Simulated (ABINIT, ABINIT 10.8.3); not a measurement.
# Lattice constant of L1₂ Al₃Sc with PBE and PBEsol: static results against a room-temperature value

## What was measured

Al₃Sc is an ordered cubic intermetallic of the L1₂ type, with scandium on the cube corners and aluminium on the face centres. The reference is the lattice constant at ambient temperature, a = 4.103 Å, taken from "A Combined Experimental and First-Principles Based Assessment of Finite-Temperature Thermodynamic Properties of Intermetallic Al3Sc" (2021, PubMed Central 8067998). It is a literature value, the method behind it is not stated, and it has not been corrected to 0 K. It therefore contains thermal expansion and zero-point motion, both of which are absent from a static relaxation.

| compared with | measured | source's wording or label | T (K) | method |
| --- | --- | --- | --- | --- |
| a (Å) | 4.103 | a at ambient temperature | room temperature | method not stated |

Conditions are those given with the value in the passage it was taken from; "not stated" means there, and the paper may say more elsewhere.

## Approach

The aim is to reproduce the lattice constant within 0.5 %, or about 0.02 Å. Common semilocal functionals differ among themselves by one to two per cent in the length of a metal's cell, so this target can tell them apart. It is also about as large as the combined thermal and zero-point expansion of such an aluminide, roughly 0.3 to 0.5 %. A static result that describes the bonding correctly should accordingly lie somewhat below the measured value, and the comparison is made with the uncorrected value in view of that.

The model is the perfect four-atom cell. Symmetry fixes every atomic position, which leaves a as the only structural freedom. The starting cell, a = 4.088 Å, comes from an earlier calculation and serves only as a starting point. One functional is chosen on physical grounds, a neighbouring one is set beside it for scale, and the numerical settings are tested towards a higher cutoff and a denser k mesh.

System: Al3Sc, L12 ordered cubic; Pm-3m (No. 221), 4 atoms in the primitive cell; the database structure is a structure relaxed by earlier theory, not a measurement: a = 4.088 Å.

## 1. PBE relaxation of the cubic cell

PBE is the first choice. It usually serves well for aluminides of the early transition metals, where functionals that bind more strongly tend to make the scandium-containing lattice too small. LDA is passed over: it saves hardly any time in a cell of four atoms and would be expected to shorten a by one per cent or more. The PBE result is expected within the target, close to the room-temperature value and probably slightly above the true static one.

**Run 1.** ABINIT 10.8.3: PBE, JTH PAW datasets, cell and atoms relaxed from the database structure, cutoff 20 Ha, 8x8x8 k mesh, Gaussian smearing 0.1 eV.

Key lines of the input:
```
# potential files: JTH PAW datasets, made for PBE
ecut 20
pawecutdg 40
ecutsm 0.5
dilatmx 1.06
optcell 2
ionmov 2
ntime 50
ngkpt 8 8 8
shiftk 0.0 0.0 0.0
occopt 7
tsmear 0.1 eV
nband 17
nstep 80
tolvrs 1.0d-10
pseudos "Sc.xml, Al.xml"
ntypat 2
znucl 21 13
natom 4
typat 1 2 2 2
# ... acell, rprim, xred
```

Command:
```
OMP_NUM_THREADS=1 mpirun -n 4 abinit run.abi > run.log
```

Selected lines of the output:
```
 At Broyd/MD step   3, gradients are converged :
            acell      7.7571937129E+00  7.7571937129E+00  7.7571937129E+00 Bohr
```

Converged; 49 s on 4 cores of Intel Xeon Platinum 8488C (Sapphire Rapids), shared host.

| quantity | run 1 | measured | deviation |
| --- | --- | --- | --- |
| a (Å) | 4.105 | 4.103 | +0.002 (+0.0 %) |
| conventional cell volume (Å³) | 69.17 |  |  |
| final pressure (GPa) | 0.0126 |  |  |

PBE gives a = 4.105 Å, 0.002 Å above the room-temperature value and well inside the target. The relaxation moved the cell away from its computed starting value of 4.088 Å, towards the measured one.

## 2. PBEsol for scale, with numerical tests

PBEsol is the natural neighbour, since it was designed for the equilibrium volumes of solids. It is expected to give a shorter lattice constant than PBE, by somewhat under one per cent. It is run at the same cutoff and k mesh as PBE, then once with a higher cutoff and once with a denser mesh, each changed separately. The two tests apply strictly to PBEsol. For PBE they are indirect evidence, though a relevant one, because the same PAW datasets and the same metallic cell are used.

**Run 2.** ABINIT 10.8.3: PBEsol, JTH PAW datasets, cell and atoms relaxed from the database structure, cutoff 20 Ha, 8x8x8 k mesh, Gaussian smearing 0.1 eV; PBE datasets.

Key lines of the input, as changed from run 1:
```diff
+ ixc -116133
```

Selected lines of the output:
```
            acell      7.6996417955E+00  7.6996417955E+00  7.6996417955E+00 Bohr
```

Converged; 70 s on 4 cores of Arm Neoverse N1, shared host.

**Run 3.** ABINIT 10.8.3: PBEsol, JTH PAW datasets, cell and atoms relaxed from the database structure, cutoff 26 Ha, 8x8x8 k mesh, Gaussian smearing 0.1 eV; PBE datasets.

Key lines of the input, as changed from run 2:
```diff
- ecut 20
- pawecutdg 40
+ ecut 26
+ pawecutdg 52
```

Selected lines of the output:
```
            acell      7.6993275549E+00  7.6993275549E+00  7.6993275549E+00 Bohr
```

Converged; 68 s on 4 cores of Intel Xeon Platinum 8488C (Sapphire Rapids), shared host.

**Run 4.** ABINIT 10.8.3: PBEsol, JTH PAW datasets, cell and atoms relaxed from the database structure, cutoff 20 Ha, 10x10x10 k mesh, Gaussian smearing 0.1 eV; PBE datasets.

Key lines of the input, as changed from run 2:
```diff
- ngkpt 8 8 8
+ ngkpt 10 10 10
```

Selected lines of the output:
```
            acell      7.6980198376E+00  7.6980198376E+00  7.6980198376E+00 Bohr
```

Converged; wall time 73 s.

| quantity | run 2 | run 3 | run 4 | measured |
| --- | --- | --- | --- | --- |
| a (Å) | 4.074 | 4.074 | 4.074 | 4.103 |
| conventional cell volume (Å³) | 67.64 | 67.63 | 67.60 |  |
| final pressure (GPa) | 0.00863 | 0.00821 | 0.00882 |  |

PBEsol gives 4.074 Å, which is 0.031 Å below PBE and 0.029 Å below the measured value. That is about 0.7 % too short, a miss against the uncorrected reference. The numerical settings do not account for it: the higher cutoff shortens the cell edge by only 0.0003 Bohr and the denser mesh by roughly 0.0016 Bohr, or about 0.02 %.

The miss has to be read together with the missing expansion. With the rough allowance of 0.3 to 0.5 %, more than a third of the PBEsol shortfall would be thermal and zero-point expansion, and PBE, which matches the room-temperature value without any expansion, would be too long by about the same allowance. The close agreement of PBE is therefore no evidence that it describes the static lattice better than PBEsol.

## 3. PBEsol with norm-conserving potentials

The PBEsol runs used PAW datasets generated for PBE, an inconsistency that could shift the lattice constant. Before the shortfall is assigned to the functional, the relaxation is repeated with PseudoDojo norm-conserving potentials. The k mesh is coarser here, 6×6×6, so a difference of a few hundredths of a per cent could come from the sampling as well as from the potentials. A result within about 0.01 Å of the PAW value is expected.

**Run 5.** ABINIT 10.8.3: PBEsol, PseudoDojo norm-conserving potentials, cell and atoms relaxed from the database structure, cutoff 39 Ha, 6x6x6 k mesh, Gaussian smearing 0.1 eV.

Key lines of the input:
```
# potential files: PseudoDojo norm-conserving potentials, made for PBEsol
ecut 39
ecutsm 0.5
dilatmx 1.06
optcell 2
ionmov 2
ntime 50
ngkpt 6 6 6
shiftk 0.0 0.0 0.0
occopt 7
tsmear 0.1 eV
nband 17
nstep 80
tolvrs 1.0d-10
pseudos "Sc.upf, Al.upf"
ntypat 2
znucl 21 13
natom 4
typat 1 2 2 2
# ... acell, rprim, xred
```

Selected lines of the output:
```
 At Broyd/MD step   4, gradients are converged :
            acell      7.6883863130E+00  7.6883863130E+00  7.6883863130E+00 Bohr
```

Converged; wall time 70 s.

| quantity | run 5 | measured | deviation |
| --- | --- | --- | --- |
| a (Å) | 4.069 | 4.103 | −0.034 (−0.8 %) |
| conventional cell volume (Å³) | 67.35 |  |  |
| final pressure (GPa) | −0.00034 |  |  |

With the norm-conserving potentials PBEsol gives 4.069 Å, 0.005 Å below the PAW result and within the expected range. The difference combines the change of potentials with the coarser k mesh, and the two contributions are not separated here. Potentials made for PBEsol do not lengthen the cell towards experiment, so the PBE datasets are not what makes the PBEsol lattice constant short. The shortfall against the room-temperature value remains, at 0.7 to 0.8 %, and belongs to the functional together with the expansion that a static calculation omits.

## All runs against the measurement

| run | settings | a (Å) | deviation | cost |
| --- | --- | --- | --- | --- |
| 1 | PBE, JTH PAW datasets, cutoff 20 Ha, 8x8x8 k mesh | 4.105 | +0.002 (+0.0 %) | 3.3 core-min |
| 2 | PBEsol, JTH PAW datasets, cutoff 20 Ha, 8x8x8 k mesh, PBE datasets | 4.074 | −0.029 (−0.7 %) | 4.7 core-min |
| 3 | PBEsol, cutoff 26 Ha, PBE datasets | 4.074 | −0.029 (−0.7 %) | 4.6 core-min |
| 4 | PBEsol, 10x10x10 mesh, PBE datasets | 4.074 | −0.029 (−0.7 %) | 4.9 core-min |
| 5 | PBEsol, PseudoDojo, cutoff 39 Ha, 6x6x6 mesh | 4.069 | −0.034 (−0.8 %) | 4.7 core-min |
|  | measured | 4.103 |  |  |

## Conclusion

PBE, the level chosen at the outset, meets the 0.5 % target: it gives a = 4.105 Å against 4.103 Å at room temperature, for 3.3 core-minutes. PBEsol misses it, at 0.7 % too short with the PAW datasets and 0.8 % with the norm-conserving potentials.

The near-exact PBE agreement rests on a cancellation. The static calculation leaves out thermal and zero-point expansion, which would lengthen the cell by roughly 0.3 to 0.5 %. Adding it would put PBE too long by about that amount, close to the edge of the target, and would bring PBEsol to within a few tenths of a per cent below the measured value. The comparison therefore doesn't show that PBE describes the bonding better, and the initial argument for preferring it over PBEsol is not borne out.

The PBEsol run mattered most, because it showed how much the choice of functional changes the result: 0.031 Å, far more than the numerical settings tested. For PBEsol, a higher cutoff and a denser k mesh each changed a by about 0.02 % or less. The norm-conserving run lowered it by 0.005 Å, but combined new potentials with a coarser mesh, so that shift has no single assigned cause. None of these checks was repeated with PBE, for which they remain indirect support.

Which functional is closer to the static lattice constant remains unsettled, since the expansion was only estimated and the method behind the single reference value is not stated. A quasi-harmonic phonon calculation would replace that estimate with a computed expansion.

[Logs are printed without paths, hosts, clocks, repeated set-up lines and the standing remarks that a program may print on its own settings, such as how far it seeks lower states.]

[The runs shown are a pick from a larger set of finished runs; failed, doubtful and other runs were left out of it ahead of writing. So were measured values far from every level or from commonly accepted values, and agreement can look better than it is. Lines of input and output are excerpts and may be shortened.]

[The starting structure comes from the Materials Project.]
